**Scattering phases of an aluminium pseudopotential: forecast of five withheld energies**

The table holds the unwrapped arctangent of rR′/R for the s, p and d waves of the all-electron Al atom, and the error of an ONCVPSP 4.0.1 norm-conserving pseudopotential (PBE, scalar-relativistic), from −1.98 to 4.86 Ha. The program fits a four-constant screened Coulomb radial model to the phases up to 3.06 Ha, converts the errors into energy shifts, and tests the law that the shift is a slowly varying factor times the product of squared distances from the projector energies. It then forecasts the five rows from 3.42 to 4.86 Ha with ranges and compares them with the computed values. All 15 all-electron phases and 9 of the 15 errors fall inside the ranges. The p error follows the law, the s error outgrows its range in the last two rows, and the small d error changes sign, which the law cannot reproduce.

ONCVPSP 4.0.1, optimised norm-conserving Vanderbilt pseudopotential, PBE, scalar-relativistic, Al with [Ne] core and 3s2 3p1 valence. For s, p and d: radii 2.18, 2.7 and 2.82 bohr; 2, 2 and 3 projectors; reference energies -0.2849, -0.09967 and 0.03 Ha; energy steps 1.2, 2.7 and 3.1 Ha. Phases are unwrapped arctan(rR′/R) just outside each radius; errors are pseudo minus all-electron.

## Script

```python
# Table: arctan(r R'/R) (all-electron, and pseudo minus all-electron) vs energy, Al, ONCVPSP 4.0.1, PBE, scalar-rel.
# Tested: screened-Coulomb radial model of the phases; error = energy shift eps ~ A*prod(E-Ei)^2; forecast of held rows.
T = {
    'energy': [-1.98, -1.62, -1.26, -0.9, -0.54, -0.18, 0.18, 0.54, 0.9, 1.26, 1.62, 1.98, 2.34, 2.7, 3.06, 3.42, 3.78, 4.14, 4.5, 4.86],  # Ha
    'phase_s_all_electron': [1.1985, 1.1137, 0.9572, 0.5949, -0.2753, -1.0261, -1.3246, -1.4688, -1.5607, -1.6349, -1.7106, -1.8091, -1.9808, -2.4248, -3.5587, -4.2028, -4.4173, -4.5186, -4.579, -4.6207],  # rad
    'phase_s_error': [-0.0011, -0.0011, -0.001, -0.0009, -0.0002, 0.0, -0.0001, 0.0, 0.0, -0.0001, -0.0008, -0.0045, -0.0242, -0.1717, -0.3436, -0.1716, -0.1258, -0.1257, -0.1624, -0.3079],  # rad
    'phase_p_all_electron': [1.3269, 1.2873, 1.2237, 1.0999, 0.7491, -0.5499, -1.3145, -1.5382, -1.6777, -1.859, -2.4572, -4.0694, -4.456, -4.579, -4.6449, -4.6911, -4.7306, -4.7715, -4.8235, -4.9108],  # rad
    'phase_p_error': [-0.0011, -0.001, -0.0011, -0.0013, -0.0017, -0.0001, -0.0006, -0.0017, -0.0033, -0.0081, -0.0347, -0.0112, -0.0006, -0.0001, -0.0009, -0.003, -0.0076, -0.0189, -0.0558, -0.2811],  # rad
    'phase_d_all_electron': [1.3612, 1.335, 1.2972, 1.2364, 1.1193, 0.794, -0.4852, -1.3126, -1.5542, -1.7353, -2.2032, -4.1148, -4.5078, -4.6227, -4.6883, -4.742, -4.8022, -4.9014, -5.2187, -7.0832],  # rad
    'phase_d_error': [0.0, 0.0, -0.0001, -0.0001, -0.0001, -0.0001, -0.0001, -0.0004, -0.0007, -0.0016, -0.0075, -0.0042, -0.0004, -0.0001, 0.0, 0.0, 0.0, 0.0001, 0.0008, 0.0024],  # rad
}
HELD = [15, 16, 17, 18, 19]  # rows withheld from the fit
import numpy as np
from scipy.optimize import least_squares
E = np.array(T['energy'], float); ch = 'spd'
ae = np.array([T[f'phase_{c}_all_electron'] for c in ch], float)
er = np.array([T[f'phase_{c}_error'] for c in ch], float)
kn = np.array([i not in HELD for i in range(len(E))])
# from the settings: radii; projector energies = reference + n*step (third d projector inferred)
rc = np.array([[2.18], [2.7], [2.82]]); l = np.array([[0], [1], [2]]); n0 = np.array([[2], [1], [0]])
Ep = [[-0.2849, -0.2849+1.2], [-0.09967, -0.09967+2.7], [0.03, 0.03+3.1, 0.03+6.2]]
Z, N, h = 13, 450, 0.0176
def phase(p, e):  # Numerov on a log grid, u = sqrt(r) w
    H, d, q, f = p
    r = f*rc*np.exp(h*(np.arange(N+2)-N))[:, None, None]
    V = -((Z-q)/(H*np.expm1(r/d)+1)+q)/r
    F = 1-h*h*((l+.5)**2+2*r*r*(V-e))/12; A = 12-10*F
    w = np.empty_like(F); w[:2] = r[:2]**(l+.5)*(1-Z*r[:2]/(l+1))
    for i in range(1, N+1): w[i+1] = (A[i]*w[i]-F[i-1]*w[i-1])/F[i+1]
    dw = ((2*F[N+1]-1)*w[N+1]-(2*F[N-1]-1)*w[N-1])/(2*h)
    return np.arctan(dw/w[N]-.5)-np.pi*((w[1:N+1]*w[:N] < 0).sum(0)-n0)
Eg = np.arange(-2.6, 11, 0.01)
def fit(m, name):
    p = least_squares(lambda p: (phase(p, E[m])-ae[:, m]).ravel(), [2.4, .86, .8, 1.02],
                      bounds=([.5, .3, 0, 1], [6, 2, 2, 1.05]), max_nfev=40).x
    print(f'{name}: H {p[0]:.3f}, d {p[1]:.3f} bohr, q {p[2]:.3f}, radius factor {p[3]:.4f}')
    return phase(p, Eg)
G = fit(kn, 'fit on all known rows'); bt = kn & (E < 2); B = fit(bt, 'back-test fit, E<2 Ha')
inv = lambda g, y: np.interp(-y, -g, Eg)
assert np.all(np.diff(ae[:, kn]) < 0)
assert np.all(er[:, kn] < 1.5e-4) and np.all(er[:, kn] > -np.pi/2)
assert all(abs(er[j, kn][np.argmin(abs(E[kn]-Ep[j][1]))]) < 1.5e-4 for j in range(3))
K = np.where(kn)[0]; last = K[-1]; lb = np.where(bt)[0][-1]; out = []; hit = [0, 0]
for j, c in enumerate(ch):
    g = G[j]; f = lambda e: np.interp(e, Eg, g)
    res = (f(E)-ae[j])[kn]; sh = inv(g, ae[j])-E; sb = inv(B[j], ae[j])-E
    mb = np.abs(sb[kn & ~bt]-sb[lb]).max(); sd = sh[kn & (E > 0.3)].std(); s0 = sh[last]
    iw = np.argmax(abs(res))
    print(f'{c}: rms {np.sqrt((res**2).mean()):.3f} rad, worst {res[iw]:+.3f} at {E[K[iw]]:.2f}; Ha: anchor {s0:+.3f}, scatter {sd:.3f},'
          f' back-test miss {mb:.3f}, model -3pi/2 at {inv(g,-1.5*np.pi)-s0:.2f}, -2pi at {inv(g,-2*np.pi)-s0:.2f}')
    eps = inv(g, ae[j]+er[j])-inv(g, ae[j]); P = np.prod([(E-x)**2 for x in Ep[j]], 0)
    big = kn & (abs(er[j]) > 5.5e-4); u = big & (E > 0.3)
    b, a = np.polyfit(E[u], np.log(eps[u]/P[u]), 1); El = E[u][-1]
    print(f'{c} E:eps[mHa]/A[1e-5] (E<0.3 unfitted) '+' '.join(f'{E[i]:.2f}:{1e3*eps[i]:.1f}/{1e5*eps[i]/P[i]:.3g}' for i in np.where(big)[0]))
    print(f'{c} A = eps/prod: A({El:.2f}) {np.exp(a+b*El):.3g}, dlnA/dE {b:+.2f}/Ha, max/min fitted {(eps/P)[u].max()/(eps/P)[u].min():.2f}')
    sl = (ae[j, last]-ae[j, K[-2]])/(E[last]-E[K[-2]])
    for i in HELD:
        dE = E[i]-E[last]; sg = 0.02+max(mb, sd)*dE/(E[last]-E[lb]); x = E[i]+s0
        lo, hi = f(x+sg), f(x-sg); ok = lo <= ae[j, i] <= hi; hit[0] += ok
        out.append(f'{c} AE {E[i]:.2f}: {f(x):.3f} [{lo:.3f},{hi:.3f}] | {ae[j,i]:.4f} {f(x)-ae[j,i]:+.3f} '
                   f'{"in" if ok else "OUT"} | linear {ae[j,last]+sl*dE-ae[j,i]:+.2f}')
        e0 = P[i]*np.exp(a+b*El+0.5*b*(E[i]-El)); fac = 1.3+0.4*dE  # half the drift of A kept; factor bar
        v = [f(x+s+e0*k)-f(x+s) for s in (-sg, 0, sg) for k in (1/fac, 1, fac)]
        lo, hi = min(v)-5e-5, max(v)+5e-5; ok = lo <= er[j, i] <= hi; hit[1] += ok
        out.append(f'{c} err {E[i]:.2f}: {v[4]:.4f} [{lo:.4f},{hi:.4f}] | {er[j,i]:.4f} {v[4]-er[j,i]:+.4f} '
                   f'{"in" if ok else "OUT"} | eps {1e3*e0:.1f} vs {1e3*eps[i]:.1f} mHa')
print('held rows, rad (rounding 0.00005): forecast [range] | computed, miss | linear-baseline miss, or eps forecast vs computed')
print('\n'.join(out))
print(f'inside range: all-electron {hit[0]}/{3*len(HELD)}, error {hit[1]}/{3*len(HELD)}; largest held |error| {np.abs(er[:, ~kn]).max():.3f} rad')
```

Running it gives:

```
fit on all known rows: H 2.065, d 0.674 bohr, q 1.065, radius factor 1.0141
back-test fit, E<2 Ha: H 2.184, d 0.713 bohr, q 1.027, radius factor 1.0080
s: rms 0.017 rad, worst +0.041 at -0.54; Ha: anchor +0.011, scatter 0.003, back-test miss 0.023, model -3pi/2 at 6.12, -2pi at 9.42
s E:eps[mHa]/A[1e-5] (E<0.3 unfitted) -1.98:6.0/25 -1.62:3.6/31.3 -1.26:1.6/36.2 -0.90:0.6/45.5 1.62:3.5/194 1.98:13.3/228 2.34:34.0/243 2.70:72.1/254 3.06:139.5/271
s A = eps/prod: A(3.06) 0.00276, dlnA/dE +0.22/Ha, max/min fitted 1.40
p: rms 0.013 rad, worst -0.043 at 1.62; Ha: anchor -0.002, scatter 0.004, back-test miss 0.023, model -3pi/2 at 3.62, -2pi at 5.55
p E:eps[mHa]/A[1e-5] (E<0.3 unfitted) -1.98:12.3/16.6 -1.62:7.4/18.1 -1.26:4.7/23.6 -0.90:2.6/32.6 -0.54:1.0/49.9 0.18:0.6/139 0.54:3.9/226 0.90:8.3/289 1.26:10.9/327 1.62:9.2/325 1.98:5.2/313 2.34:1.2/295 3.06:6.2/294
p A = eps/prod: A(3.06) 0.00321, dlnA/dE +0.06/Ha, max/min fitted 1.45
d: rms 0.007 rad, worst -0.020 at 1.98; Ha: anchor -0.005, scatter 0.006, back-test miss 0.015, model -3pi/2 at 3.22, -2pi at 4.72
d E:eps[mHa]/A[1e-5] (E<0.3 unfitted) 0.90:1.4/1.33 1.26:2.6/1.96 1.62:2.5/2.03 1.98:1.7/1.87
d A = eps/prod: A(1.98) 2.08e-05, dlnA/dE +0.29/Ha, max/min fitted 1.52
held rows, rad (rounding 0.00005): forecast [range] | computed, miss | linear-baseline miss, or eps forecast vs computed
s AE 3.42: -4.201 [-4.226,-4.174] | -4.2028 +0.002 in | linear -0.49
s err 3.42: -0.1664 [-0.2298,-0.1168] | -0.1716 +0.0052 in | eps 247.3 vs 259.9 mHa
s AE 3.78: -4.416 [-4.429,-4.402] | -4.4173 +0.001 in | linear -1.41
s err 3.78: -0.1108 [-0.1601,-0.0732] | -0.1258 +0.0150 in | eps 404.9 vs 488.9 mHa
s AE 4.14: -4.518 [-4.526,-4.508] | -4.5186 +0.001 in | linear -2.44
s err 4.14: -0.0934 [-0.1414,-0.0583] | -0.1257 +0.0323 in | eps 632.0 vs 980.4 mHa
s AE 4.50: -4.578 [-4.585,-4.571] | -4.5790 +0.001 in | linear -3.52
s err 4.50: -0.0908 [-0.1476,-0.0533] | -0.1624 +0.0716 OUT | eps 949.4 vs 2103.9 mHa
s AE 4.86: -4.620 [-4.626,-4.614] | -4.6207 +0.000 in | linear -4.61
s err 4.86: -0.0993 [-0.1981,-0.0538] | -0.3079 +0.2086 OUT | eps 1381.9 vs 3529.9 mHa
p AE 3.42: -4.691 [-4.694,-4.688] | -4.6911 +0.000 in | linear -0.02
p err 3.42: -0.0031 [-0.0045,-0.0021] | -0.0030 -0.0001 in | eps 27.0 vs 26.4 mHa
p AE 3.78: -4.730 [-4.734,-4.726] | -4.7306 +0.001 in | linear -0.05
p err 3.78: -0.0074 [-0.0119,-0.0046] | -0.0076 +0.0002 in | eps 68.7 vs 70.3 mHa
p AE 4.14: -4.771 [-4.776,-4.766] | -4.7715 +0.001 in | linear -0.07
p err 4.14: -0.0182 [-0.0344,-0.0099] | -0.0189 +0.0007 in | eps 141.3 vs 145.9 mHa
p AE 4.50: -4.822 [-4.831,-4.814] | -4.8235 +0.001 in | linear -0.08
p err 4.50: -0.0549 [-0.1512,-0.0244] | -0.0558 +0.0009 in | eps 256.1 vs 257.0 mHa
p AE 4.86: -4.909 [-4.930,-4.890] | -4.9108 +0.002 in | linear -0.06
p err 4.86: -0.3214 [-2.3353,-0.0827] | -0.2811 -0.0403 in | eps 426.2 vs 395.5 mHa
d AE 3.42: -4.742 [-4.745,-4.738] | -4.7420 +0.000 in | linear -0.01
d err 3.42: -0.0000 [-0.0001,0.0000] | 0.0000 -0.0000 in | eps 0.2 vs 0.0 mHa
d AE 3.78: -4.802 [-4.808,-4.796] | -4.8022 +0.000 in | linear -0.02
d err 3.78: -0.0002 [-0.0004,-0.0001] | 0.0000 -0.0002 OUT | eps 1.0 vs 0.0 mHa
d AE 4.14: -4.902 [-4.917,-4.889] | -4.9014 -0.001 in | linear +0.02
d err 4.14: -0.0009 [-0.0018,-0.0004] | 0.0001 -0.0010 OUT | eps 2.1 vs -0.2 mHa
d AE 4.50: -5.230 [-5.323,-5.159] | -5.2187 -0.011 in | linear +0.27
d err 4.50: -0.0069 [-0.0173,-0.0028] | 0.0008 -0.0077 OUT | eps 3.4 vs -0.4 mHa
d AE 4.86: -7.116 [-7.251,-6.928] | -7.0832 -0.033 in | linear +2.07
d err 4.86: -0.0147 [-0.0405,-0.0050] | 0.0024 -0.0171 OUT | eps 4.1 vs -0.6 mHa
inside range: all-electron 15/15, error 9/15; largest held |error| 0.308 rad
```
